## Results and discussion

### Seven points on the inner wall

The question is how far seven points on the inner side of one potential curve of SnBi fix what happens 0.14 and 0.30 Å further out, where the minimum and a change of polarity may lie. The curve belongs to a single spin-unrestricted PBE0 determinant whose occupation is held fixed as the bond length r changes.

SnBi with three open π shells (↑↑↓), computed with PySCF 2.14.0 at UPBE0/def2-SVP with core potentials on both atoms and no spin-orbit coupling, as one determinant with its occupation held. Energies are relative to the separated high-spin atoms, the dipole is positive where Sn is negative, and the gap is the lowest empty minus the highest filled level.

| bond length (Å) | energy (eV) | dipole (D) | Löwdin charge, first atom (e) | gap of levels (eV) | Mayer bond order | <S^2> |
| --- | --- | --- | --- | --- | --- | --- |
| 2.339 | 1.691 | 1.35 | -0.16 | -1.12 | 1.28 | 1.757 |
| 2.448 | 0.640 | 1.14 | -0.13 | -0.77 | 1.27 | 1.757 |
| 2.557 | -0.059 | 0.91 | -0.10 | -0.44 | 1.26 | 1.757 |
| 2.638 | -0.413 | 0.73 | -0.08 | -0.21 | 1.25 | 1.757 |
| 2.720 | -0.656 | 0.54 | -0.06 | 0.00 | 1.23 | 1.757 |
| 2.802 | -0.812 | 0.34 | -0.04 | 0.21 | 1.22 | 1.757 |
| 2.910 | -0.919 | 0.07 | -0.01 | 0.45 | 1.20 | 1.757 |
| 3.046 | ? | ? | ? | ? | ? | ? |
| 3.210 | ? | ? | ? | ? | ? | ? |

The energy E is counted from the separated high-spin atoms, so the rows at 2.339 and 2.448 Å lie above the atoms. The dipole μ is positive when Sn is the negative end, and since the molecule is neutral its value does not depend on the origin. The Löwdin charge q is the core charge of Sn (the nucleus less the electrons replaced by the ECP) minus the electrons assigned to it in a symmetrically orthogonalised basis. The gap is the lowest empty minus the highest filled orbital energy, the Mayer order measures how much electron density is shared between the two atoms, and ⟨S²⟩ is the expectation value of the total spin squared.

### The electronic state

An extrapolation is only as good as the assumption that the state stays the same, and ⟨S²⟩ is the column that bears on this. For a single determinant

⟨S²⟩ = M(M + 1) + N↓ − Σ |⟨i↑|j↓⟩|²,

where M = 1/2 is the spin projection, N↓ the number of spin-down electrons, and the sum runs over overlaps of filled up and down orbitals. Each down electron with an identical up partner cancels out, and a clean doublet gives 0.75. One down electron in an orbital that overlaps no filled up orbital adds exactly 1, which gives 1.75. The table has 1.757 in all seven rows. The determinant therefore has three open shells, two up and one down, which leaves a net spin of one electron. If only a doublet (0.75) and a quartet (3.75) contribute, the quartet weight is (1.757 − 0.75)/3 = 0.34. The energy then belongs to no single spectroscopic state; states of different orbital angular momentum are mixed in it too, as the mean square angular momentum discussed below shows.

The constancy matters as much as the value. Spin contamination from a breaking bond grows as up and down orbitals slide to opposite atoms, and it would change markedly over 0.57 Å. A constant excess of one unit arises when symmetry keeps the down orbital orthogonal to the up orbitals at every distance. The Mayer order points the same way: Sn and Bi bring two and three p electrons, and the textbook filling σ²π³ has a formal order of 2.5, about twice the 1.28 to 1.20 found here.

The orbital occupations recorded in the run settle the filling: it is σ² πx↑ πx*↑ πy↓. The down electron in πy is orthogonal by symmetry to both up electrons in the x plane, the net π spin is one, and the formal order is 1 + 0 + ½ = 1.5, since πx and πx* cancel. It is a promoted configuration, with an antibonding level filled while bonding π levels stand empty. Three open π shells also explain the mixing of orbital angular momentum: the computed mean square about the axis is close to 3 in units of ħ² at every distance, between the 1 of a Π state and the 9 of a Φ state. The negative gaps at short distance show directly that the filling is not the aufbau one, so the curve cannot be taken for the ground state.

### Energy

The slope of E between neighbouring rows shrinks steadily from −9.64 to −0.99 eV/Å. The last two slopes, −1.90 and −0.99 eV/Å, belong to the midpoints 2.761 and 2.856 Å, which gives a curvature of 0.91/0.095 = 9.6 eV/Å². At constant curvature the slope would vanish at 2.856 + 0.99/9.6 = 2.96 Å. The curvature of a bond falls with distance, so this is a lower bound and the minimum lies somewhat further out.

The Morse form puts numbers on the fall. Bonding is first order in the overlap of the atomic orbitals, which decays roughly as exp(−ar), while Pauli repulsion between filled shells goes as its square. This gives E = c + A·exp(−2ar) + B·exp(−ar), or equivalently

E = E_min + D·[1 − exp(−a(r − r_min))]², with limit c = E_min + D.

The limit should lie above zero. High-spin Bi has three parallel p electrons, and this filling cannot supply them: its πx electrons point up and its only πy electron points down. An unweighted least-squares fit to the seven rows with c free gives r_min = 3.005 Å, E_min = −0.944 eV, a = 1.23 Å⁻¹ and D = 1.63 eV. These rows hardly decide the limit. With c = 0 the largest residual is 0.005 eV, about what the rounding of r alone produces on the steep wall, yet the minimum moves to 3.047 Å. D, a and c trade against each other and carry no separate meaning.

The estimate for 3.210 Å, a row outside the fit, runs as follows. The displacement is 3.210 − 3.005 = 0.205 Å, so a·Δr = 0.252 and exp(−0.252) = 0.777. Then (1 − 0.777)² = 0.050, times 1.63 eV is 0.081 eV, and E = −0.944 + 0.081 = −0.863 eV, against −0.862 eV from the unrounded constants. A zero-limit Morse curve through the last four known rows is softer on the outer side and gives −0.900 eV.

### Gap

The gap rises in every interval, from −1.12 to +0.45 eV, and its slope eases from 3.21 to 2.22 eV/Å. Two contributions add, by the following argument. In a functional with a share of exact exchange, a filled orbital is partly relieved of its own electron's repulsion and an empty one is not, so filling a level pushes it down relative to an otherwise equal empty one. This part, G, is largely atomic and varies slowly with r. The other part comes from overlap. The highest filled level should be the antibonding πx*↑ and the lowest empty one a bonding π level, so overlap raises the first and lowers the second, by amounts that decay with distance. The orbital energies of the run agree: from 2.339 to 2.910 Å the filled level falls by 0.57 eV and the empty one rises by 1.0 eV. The sum is G − A·exp(−kr): negative when the atoms are close, positive once the overlap term drops below G, and flattening thereafter.

Least squares on the seven rows gives k = 0.76 Å⁻¹, G = 3.35 eV and a zero at 2.719 Å, so that at 3.210 Å the gap is 3.35 × [1 − exp(−0.76 × 0.491)] = 1.04 eV. G and k trade off, and the plateau lies far outside the data. Nothing happens to ⟨S²⟩ or to any other column where the gap passes zero, as befits two levels that cannot mix and whose occupation is fixed. By the computed orbital energies an empty level lies below a filled one only in the four shortest rows; from 2.720 Å outwards every filled level lies below every empty one, though the occupation is still held.

### Polarity and bond order

The dipole is positive and the Löwdin charge of Sn negative in all seven rows, so both make Sn the negative end, and they shrink in size together, μ from 1.35 to 0.07 D and q from −0.16 to −0.01 e. A two-level argument offers a cause, which can be compared with orbital populations at one distance only. Bi supplies more p electrons than Sn, so sharing bonding electrons evenly moves charge onto Sn. A bonding orbital built from two atomic levels a distance Δ apart in energy and coupled by β leans towards the lower level by Δ/√(Δ² + 4β²). As r grows β falls, the shared orbitals lean further towards the atom with the deeper p level, taken to be Bi, and the surplus on Sn drains away. In this filling each atom keeps one px electron and three electrons are shared, so roughly q = 1 − 3w, with w their mean weight on Sn. At 2.720 Å the πy electron lies only 0.19 on Sn, a clear lean towards Bi, while the σ pair is shared almost evenly. Neutrality needs w = 1/3, and nothing stops w from passing that value while the σ pair stays paired. A change of sign is therefore allowed, but separated neutral atoms have no dipole, so both curves should eventually bend back if this determinant can reach neutral atoms, which is not assured while its occupation is held.

Point charges on the nuclei give μ = −q·r, with 1 e·Å = 4.803 D. At 2.339 Å this is 1.80 D against the computed 1.35 D. The ratio is 0.75 to 0.72 in the first four rows and falls to 0.50 at 2.910 Å, where q is too small for the ratio to mean anything, since rounding q is worth about ±0.06 D. No quantitative model follows from this, so the dipole was extrapolated with a quadratic and the charge with a straight line, both empirical least-squares fits to seven rows; their zeros fall at 2.94 and 2.95 Å. The Mayer order, which should decline as overlap declines, was also given a quadratic.

### Forecasts

Two sets of numbers were fixed. The forecast is a rounded judgement from the slopes and the arguments above. The fitted value comes from the models named, and its bar is the larger of two measures, plus the effect of the table's rounding. One measure is the difference from a second model on the last four rows (zero-limit Morse for E, a straight line for dipole, charge, gap and Mayer order). The other is the miss made when the first five rows predict the seventh, 0.190 Å beyond, scaled by the square of the distance. For ⟨S²⟩ the model is a constant and the bar was set to 0.01.

| quantity | forecast, 3.046 Å | fitted, 3.046 Å | forecast, 3.210 Å | fitted, 3.210 Å |
|---|---|---|---|---|
| energy / eV | −0.94 ± 0.01 | −0.940 ± 0.015 | −0.87 ± 0.03 | −0.862 ± 0.048 |
| dipole / D | −0.29 ± 0.04 | −0.30 ± 0.05 | −0.73 ± 0.10 | −0.77 ± 0.13 |
| Sn charge / e | +0.02 to +0.03 | +0.025 ± 0.009 | +0.05 to +0.08 | +0.068 ± 0.012 |
| gap / eV | 0.72 ± 0.04 | 0.74 ± 0.06 | 1.00 ± 0.10 | 1.04 ± 0.16 |
| Mayer order | 1.17 ± 0.01 | 1.17 ± 0.02 | 1.14 ± 0.02 | 1.13 ± 0.06 |
| ⟨S²⟩ | 1.757 ± 0.01 | 1.757 ± 0.01 | 1.757 ± 0.01 | 1.757 ± 0.01 |

The minimum was placed near 3.0 Å, so that 3.046 Å is the lowest row and 3.210 Å lies above 2.910 Å. A dipole miss was judged likelier towards zero. The gap would fall lower if another orbital became the frontier level. The risk for ⟨S²⟩ was upward, should a paired bond begin to spin-polarise; a σ pair fully split between the atoms would give 0.75 + 2 = 2.75, and the other forecasts would then fail as well.

### Computed values

The withheld rows as computed:

| bond length (Å) | energy (eV) | dipole (D) | Löwdin charge, first atom (e) | gap of levels (eV) | Mayer bond order | <S^2> |
| --- | --- | --- | --- | --- | --- | --- |
| 3.046 | -0.933 | -0.27 | 0.01 | 0.73 | 1.18 | 1.758 |
| 3.210 | -0.838 | -0.65 | 0.04 | 1.01 | 1.14 | 1.759 |

The state held. ⟨S²⟩ reads 1.758 and 1.759, inside its range, and a rise of one and two units in the last digit is too slight to read as the start of bond breaking. This is the condition on which the other hits depend, and those hits show that one determinant varies smoothly with r. They do not confirm the causes argued above.

The ordering of the energies came out as forecast, and a free-limit Morse refit to all nine rows puts the minimum at 2.993 Å and −0.938 eV, close to the forecast position of 3.0 Å. At 3.046 Å the computed −0.933 eV is 0.007 eV above the forecast and within its bar. At 3.210 Å the computed −0.838 eV is 0.032 eV above the forecast of −0.87 eV, a narrow miss against ±0.03. The free-limit fit erred by 0.024 eV there, half of its wider bar, and the zero-limit model by 0.062 eV. All these errors have one sign: the curve climbs out of its well faster than the inner wall suggested.

The numbers thus show that a Morse curve tied to the high-spin atoms is too soft. The fitted limit moved from +0.69 to +0.99 eV when two rows were added, so its size is undetermined and only the preference for a positive value can be read. Two physical contributions may act together, beside any failing of the Morse form itself. The held occupation cannot reach high-spin Bi, and a determinant whose σ pair stays paired retains ionic Sn⁺Bi⁻ and Sn⁻Bi⁺ terms on stretching and rises too steeply. The nearly unchanged ⟨S²⟩ shows that whatever is paired stays paired out to 3.210 Å, but the table does not divide the stiffness among these causes.

The gap, at 0.73 and 1.01 eV, lies 0.01 eV above each forecast. Its slope went on easing, to 2.06 and 1.71 eV/Å, and the straight line overshot by 0.18 eV at the longer distance while the saturating form overshot by 0.03 eV. The flattening is therefore real, and no kink from a new frontier level appears, though any gently bending curve might have done as well as an exponential. The Mayer order, 1.18 and 1.14, sits at the upper edge of the first range and at the centre of the second; its steps from row to row are only a few rounding units, and their unevenness carries no information.

The dipole changed sign, to −0.27 and −0.65 D, within both forecast ranges and on the side towards zero, by 0.02 and 0.08 D. Its slope had steepened through all known intervals, then stayed at −2.50 D/Å and eased to −2.32 D/Å in the last. The quadratic, which can only keep steepening, missed by 0.12 D at 3.210 Å, nine-tenths of its bar, while the straight line was right to within 0.02 D in both rows. An inflection near 3 Å would fit a later return towards zero, but one interval is thin evidence for it, and the held determinant need not separate into neutral atoms.

The charge is the clear failure. The sign was right, but +0.01 and +0.04 e lie below both forecast ranges, and the fitted line missed by 1.7 and 2.3 of its bars. The mean slope over the known rows was 0.15/0.571 = 0.26 e/Å, and over the two new intervals together it is 0.05/0.300 = 0.17 e/Å. The bar was too narrow for a plain reason: both models were straight lines and the back-test rows were straight to within rounding, so nothing in the recipe allowed for curvature, although the same argument that warned of a bend in the dipole applies to the charge.

In hindsight the two columns could have been checked against each other. The remainder μ + q·r, the part of the dipole that point charges leave out, is 1.35 − 1.80 = −0.45 D at 2.339 Å and 0.34 − 0.54 = −0.20 D at 2.802 Å, negative in all known rows and shrinking. The fitted charge at 3.210 Å implied a point-charge dipole of −0.068 × 3.210 × 4.803 = −1.05 D beside a fitted dipole of −0.77 D, a remainder of +0.28 D with the opposite sign. The computed values give −0.04 × 3.210 × 4.803 = −0.62 D and a remainder of −0.03 D, which is zero within rounding. The remainder is no direct measure of atomic polarisation, though, for it depends on how the charge is divided. With the Mulliken charges of the same run it is positive at every distance and does not fade: 0.30 D at 2.339 Å and 0.79 D at 3.210 Å. The Mulliken charge of Sn also changes sign much earlier, near 2.6 Å. Both schemes agree that Sn loses electrons as the bond stretches, but only the dipole fixes where the polarity turns.

### Neighbouring cases and the reach of the result

The aufbau doublet of the same molecule, with the π bonding levels filled in place of an antibonding one, should by electron counting show a shorter bond, a deeper well and a higher Mayer order, with ⟨S²⟩ near 0.75 around the minimum and rising on stretching. Extrapolation there would be riskier than here, because the onset of spin polarisation bends every property at once. For the held filling, the gap argument predicts that a functional without exact exchange would shrink G and push the zero crossing to longer r, while Hartree–Fock would pull it inwards. Replacing Bi by a lighter, more electronegative partner such as P or N deepens the p level, so the shared orbitals lean to the partner from the start and Sn should be positive over most or all of the range.

The well of about 0.94 eV is a property of this determinant and is no bond energy of SnBi. Spin-orbit coupling is left out, and it lowers the Sn atom by splitting its ³P term and is stronger in the 6p shell of Bi, where it also mixes σ with π and doublet with quartet, the labels on which the state analysis rests. The small basis, with its superposition error, and the broken-symmetry atoms shift the zero of energy further. None of these effects can be laid on the functional, and the polarity reversal near 2.94 Å likewise holds only for the held state.
